## The straight-line expectation

Exact exchange enters a hybrid functional in proportion to its share. If the share is doubled, its effect on an energy difference should double too. The spin-state gap of Ga₂N₂ would then follow a straight line, and two calculations would be enough to predict it for any share. The gap here is the energy of the quintet, with four unpaired electrons, minus that of the singlet, each in its own structure.

Spin gap of neutral, isolated Ga₂N₂, calculated with Ansatz 0.2.0 as the energy of the quintet minus that of the singlet, each in its own structure. The functional is PBE with the listed share of exact exchange, in the def2-TZVP basis, without dispersion correction or spin-orbit coupling. The singlet structure comes from PBE-D4/def2-SVP.

```csv
exact exchange (%),spin gap (kJ/mol)
0,271.00
5,266.80
10,262.40
15,257.70
25,247.60
35,236.80
50,219.10
```

The gap does fall in every step, and its linear correlation with the share is −0.998. The expectation fails all the same, and a correlation so close to −1 hides the failure.

## How the failure shows

The slope from one row to the next reveals it. In the first step the gap falls by 0.84 kJ/mol per per cent of exact exchange, in the last by 1.18. Every step is steeper than the one before. A straight line would have one slope throughout.

The damage appears when the line is used beyond the rows that fixed it. A line fitted to the rows from 0 to 25 % misses none of them by more than about 0.4 kJ/mol. At 50 % it gives a gap 5.4 kJ/mol too large. A good fit over a short range has concealed a bend that grows with distance.

## Where the straight line comes from

Let $a$ be the share of exact exchange in per cent. For any fixed set of orbitals, the energy of one state is

$$E(a)=A+aD .$$

Here $A$ is the PBE energy of these orbitals, and $D$ is the change in energy for each per cent of PBE exchange replaced by exact exchange. This is a strict straight line, because the functional is built that way. The gap between two states with fixed orbitals is the difference of two straight lines, and so is straight itself.

The naive expectation is therefore right for frozen orbitals. A self-consistent calculation does not freeze them. It searches anew, at each share, for the orbitals that minimise the energy, so $A$ and $D$ change along the series.

## Why each energy bends downwards

Take the best orbitals at one share and use them, unchanged, at a slightly different share. Their energy moves along the straight line. Now let the orbitals readjust. The energy can only fall, or at best stay where it was, because the old orbitals were still available to the search.

The self-consistent curve thus touches the straight line at the starting share and lies on or below it to either side. The same holds for every starting share, so the curve bends downwards as long as the calculation follows one and the same electronic state. To second order,

$$E(a)\approx E_0+aD_0-\tfrac12 k a^2,\qquad k\ge 0 .$$

$E_0$ is the self-consistent PBE energy and $D_0$ is the slope with PBE orbitals. The constant $k$ measures how much energy the readjustment gains. It is large when the orbitals are soft, and also when exact exchange acts on them very differently from PBE exchange.

The total energies of the singlet, from the same calculations, behave in this way. Between 0 and 5 % the singlet falls by 5.0 kJ/mol per per cent, and between 25 and 35 % by 6.2. Adding the gap gives the quintet, whose fall steepens from 5.8 to 7.2. Both curves bend, and the quintet's bends more.

## Why the gap bends too

Subtracting the singlet (S) from the quintet (Q) gives the gap

$$\Delta(a)\approx \Delta_0+a\,(D_Q-D_S)-\tfrac12 a^2\,(k_Q-k_S).$$

The first difference sets the direction of the trend, the second its bend. Theory fixes the sign of each $k$, but not of their difference. Had the singlet gained more from the readjustment, the fall of the gap would have slowed down instead of speeding up.

The gap is also a small remainder of large changes. From 0 to 35 % the singlet falls by 197.3 kJ/mol and the quintet by 231.5, while the gap changes by only 34.2. A modest difference in how the two states respond is therefore enough to bend the gap visibly. That the quintet responds more may be because its unpaired electrons are less tightly bound, but this is a guess.

## One estimate in full

The formula was fitted to the five rows from 0 to 25 %; the printed output after this text has the details. It gives a starting slope of −0.811 kJ/mol per per cent and a quadratic coefficient of −0.00498 kJ/mol per per cent squared. The row at 50 % took no part in the fit and can serve as a test.

With frozen PBE orbitals, the estimate at 50 % is

$$271.0-0.811\times 50\approx 230\ \text{kJ/mol}.$$

The readjustment of the orbitals lowers it by

$$0.00498\times 50^2\approx 12\ \text{kJ/mol},$$

which leaves about 218 kJ/mol. The calculated gap is 219.1. Freezing the orbitals costs an error of about 11 kJ/mol, and the quadratic term reduces it to about 1 in the other direction. The parabola now bends slightly too much, so it too is an approximation for moderate shares.

A parabola can match any gently curved series, so its success alone proves no mechanism. The stronger argument lies in the construction. Structures and basis stay the same along the series, and the functional is linear in the share. Only a change in the orbitals can then produce a bend. A sudden switch to another electronic state would also be such a change, but the smooth run of the gap gives no sign of one.

## Why the quintet gains more

The direction of the trend needs a separate reason: exact exchange must favour the quintet more than PBE exchange does. The usual explanation starts from the electron pair in a bond. Exact exchange treats such a pair as spread over all the atoms that share it. PBE exchange is built from the density close to each electron. It gives the pair an energy as if its two electrons avoided each other better, and so imitates part of their correlation. This favours states with paired, shared electrons, and the advantage shrinks as exact exchange replaces PBE exchange.

In Ga₂N₂ it is unknown how much of the slope this explanation accounts for. The two states are different isomers, found in short searches that may have missed lower ones. In the singlet the gallium atoms are 3.07 Å apart and both are attached to an N₂ unit; in the quintet they form a Ga–Ga bond of 2.35 Å at one end of a chain. The gap contains this rearrangement of bonds as well as the change of spin, so its slope does not measure the effect of exact exchange on a spin flip.

## What the gap leaves open

A second problem concerns the meaning of the gap. From 0 to 25 % of exact exchange, the quintet's highest occupied level lies above an empty level of the other spin. An electron could apparently move to a lower level by reversing its spin, which suggests that a state with fewer unpaired electrons lies lower.

At 35 and 50 % the levels are in the normal order. This does not show that the quintet has become the lowest open-shell state. Exact exchange generally pushes occupied levels down and empty ones up: in the singlet the distance between them grows from 0.6 eV at 0 % to 2.7 eV at 35 %. The order of the levels can therefore change while the order of the states stays the same. Only the total energy of a triplet could settle the matter, and the series contains none.

Simple counting also suggests that the quintet is an excited state. A gallium atom has one unpaired electron in its ground state, and N₂ has none. Two gallium atoms and N₂ thus supply two unpaired electrons, while a quintet needs four. A filled shell has to be opened, most plausibly a 4s pair of gallium, and that is expensive. The calculation accepts the cost because the number of unpaired electrons is prescribed.

The gap therefore leads to a state that is probably excited even among the open-shell states. Changing the share from 0 to 50 % lowers the gap by 52 kJ/mol, about a fifth of its PBE value, and puts the levels in order, but the state keeps its four prescribed unpaired electrons. Nor is it certain that the calculation found the lowest quintet. The singlet has a restriction of its own: its electrons were kept in pairs. A stability test reports it as a minimum, but such a test looks only at small changes of the orbitals and can miss a lower state further away. If a singlet with unpaired electrons of opposite spin lay lower, the true gap to this quintet would be larger.

## The question that remains

The bend can be handled with a third calculation: two shares define a line, and one more shows whether the line holds. The identity of the states needs a different test. A triplet, optimised in its own structure, and a singlet free to unpair its electrons would show which states really lie lowest. Does the triplet lie between the two states of this table, or below both?

Output of the analysis:

```
fit of spin_gap on 5 rows (exact_exchange <= 25): constant 271.4 +/- 0.32, coefficient of exact_exchange -0.9378 +/- 0.023; rms 0.338, worst 0 0.416, leave-one-out rms 0.785
  rows outside the fit (model, value, miss): 35 238.6, 236.8, 1.79; 50 224.5, 219.1, 5.42
fit of spin_gap on 5 rows (exact_exchange <= 25): constant 271 +/- 0.014, coefficient of exact_exchange -0.8112 +/- 0.0028, coefficient of exact_exchange**2 -0.004984 +/- 0.0001; rms 0.01, worst 10 -0.0153, leave-one-out rms 0.0206
  rows outside the fit (model, value, miss): 35 236.5, 236.8, -0.303; 50 218, 219.1, -1.13
Slope of each step and misses (prediction less value):
  row  slope_kJ/mol_per_%  line_miss_kJ/mol  parabola_miss_kJ/mol
    0                 n/a            0.4162             -0.004713
    5               -0.84          -0.07297               0.01458
   10               -0.88           -0.3622              -0.01532
   15               -0.94           -0.3514              0.005596
   25               -1.01            0.3703            -0.0001473
   35               -1.08             1.792               -0.3027
   50               -1.18             5.424                -1.125
Fall of the gap from 0 to 50 % (kJ/mol): 51.9
Fall of the gap from 0 to 50 % in per cent of the PBE gap: 19.15
Fall of the gap from 0 to 25 % (kJ/mol): 23.4
Mean slope from 0 to 50 % (kJ/mol per %): -1.038
Linear correlation of gap and share: -0.9983
Fall of the singlet energy from 0 to 35 % (kJ/mol): 197.3
Fall of the quintet energy from 0 to 35 % (kJ/mol): 231.5
Singlet fall per % between 0 and 5 % (kJ/mol): 4.998
Singlet fall per % between 25 and 35 % (kJ/mol): 6.156
Quintet fall per % between 0 and 5 % (kJ/mol): 5.838
Quintet fall per % between 25 and 35 % (kJ/mol): 7.236
Ga-Ga distance in the singlet (angstrom): 3.069
Ga-Ga distance in the quintet (angstrom): 2.348
N-N distance in the singlet (angstrom): 1.167
N-N distance in the quintet (angstrom): 1.145
```
